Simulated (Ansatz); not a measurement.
BP: from Born charge to LO–TO splitting and polaron coupling

These are results of DFT LDA, scalar-relativistic, plane waves, PAW in Ansatz 0.2.0, not measurements. Plane waves to 420 eV; Γ-centred k mesh 10×10×10; fixed occupations. No spin polarisation. Phonons by linear response, acoustic sum rule imposed.

Equilibrium structure at this level:
```cif
data_structure
_symmetry_space_group_name_H-M 'P 1'
_symmetry_Int_Tables_number 1
_cell_length_a 3.1752
_cell_length_b 3.1752
_cell_length_c 3.1752
_cell_angle_alpha 60.000
_cell_angle_beta 60.000
_cell_angle_gamma 60.000
_cell_volume 22.64
loop_
_atom_site_label
_atom_site_type_symbol
_atom_site_fract_x
_atom_site_fract_y
_atom_site_fract_z
_atom_site_occupancy
B1 B 0.00000 0.00000 0.00000 1
P1 P 0.75000 0.75000 0.75000 1
```

Linear response gives ν_TO = 820.7 cm⁻¹, Born charges ±0.640 e (positive on P) and ε∞ = 9.180. The primitive cell holds 22.637 Å³, and the masses are 10.810 and 30.974 amu.

**Question.** Find ν_LO and the static dielectric constant.

**Answer.** The long-wave field adds a restoring force: ω_LO² − ω_TO² = Z*²e²/(ε_vac ε∞ μV). In these units ν_LO² − ν_TO² = 4.92064×10⁷ Z*²/(μ V ε∞) cm⁻², with μ = m₁m₂/(m₁ + m₂) = 8.013 amu: 12100 cm⁻². So ν_LO = √(820.7² + 12100) = 828.1 cm⁻¹, and the run gives 828.1. Lyddane–Sachs–Teller then gives ε0 = ε∞ (ν_LO/ν_TO)² = 9.34, against 9.35 in the run (it forms both from the same three quantities, so the match checks the arithmetic only). Between ν_TO and ν_LO the dielectric function is negative and an undamped crystal reflects fully: a reststrahlen band from 12.1 to 12.2 μm.

**Question.** What do the Clausius–Mossotti polarisability and the Szigeti charge come to?

**Answer.** With the Lorentz local field, α = (3V/4π)(ε∞ − 1)/(ε∞ + 2) = 3.95 Å³ for the pair, and e_S = 3Z*/(ε∞ + 2) = 0.17 e. The Born charge includes the electrons' response to the dipole's own local field, and e_S takes that enhancement out. The Lorentz field assumes point-like polarisable ions, a poor picture once ε∞ is this large, since the electron clouds then overlap or are shared, so both numbers are formal here.

**Question.** How strongly does a slow electron couple to the LO mode?

**Answer.** For one isotropic parabolic band, Fröhlich's constant is α_F = (1/ε∞ − 1/ε0) √(m* Ry/ħω_LO), with Ry = 13.606 eV, ħω_LO = 102.7 meV and m* in free-electron masses: α_F = 0.0019 × 11.51 × √m* = 0.02 √m*. The band mass isn't part of this run; for m* = 0.1, 0.3 and 1 it gives 0.01, 0.01, 0.02. In weak coupling the polaron lies α_F ħω_LO below the band edge (1 meV at m* = 0.3) with a mass m*(1 + α_F/6); past α_F of about 5 or 6 that expansion fails. A semilocal functional's ε∞ tends to be too large, which taken alone lowers α_F.

Cost: 1 run of about 0.27 core-minutes, on Intel Xeon Platinum 8488C (Sapphire Rapids) (shared hosts).

BP comes out as a weakly polar, predominantly covalent crystal: the lattice adds very little to the electronic dielectric constant, and the LO mode lies only slightly above the TO mode. The high frequencies reflect light boron and stiff sp³ bonds, not strong ionicity. The long-range field adds little to that stiffness because the Born charge is small and the valence electrons screen it well.

The positive charge on P reverses the usual III–V polarity. Boron has no p shell in its core, so its 2p orbitals are compact and low-lying for a group 13 element, which brings its electronegativity close to that of phosphorus. The sign then probably depends on how bond charge shifts as the atoms move, and it shouldn't be read as a static P cation and B anion.

Fröhlich coupling is weak for all the masses considered, so the polar LO mode alone gives no reason to expect a self-trapped large-polaron state. This doesn't establish high mobility, since deformation-potential scattering by acoustic and optical phonons doesn't need a polar lattice.
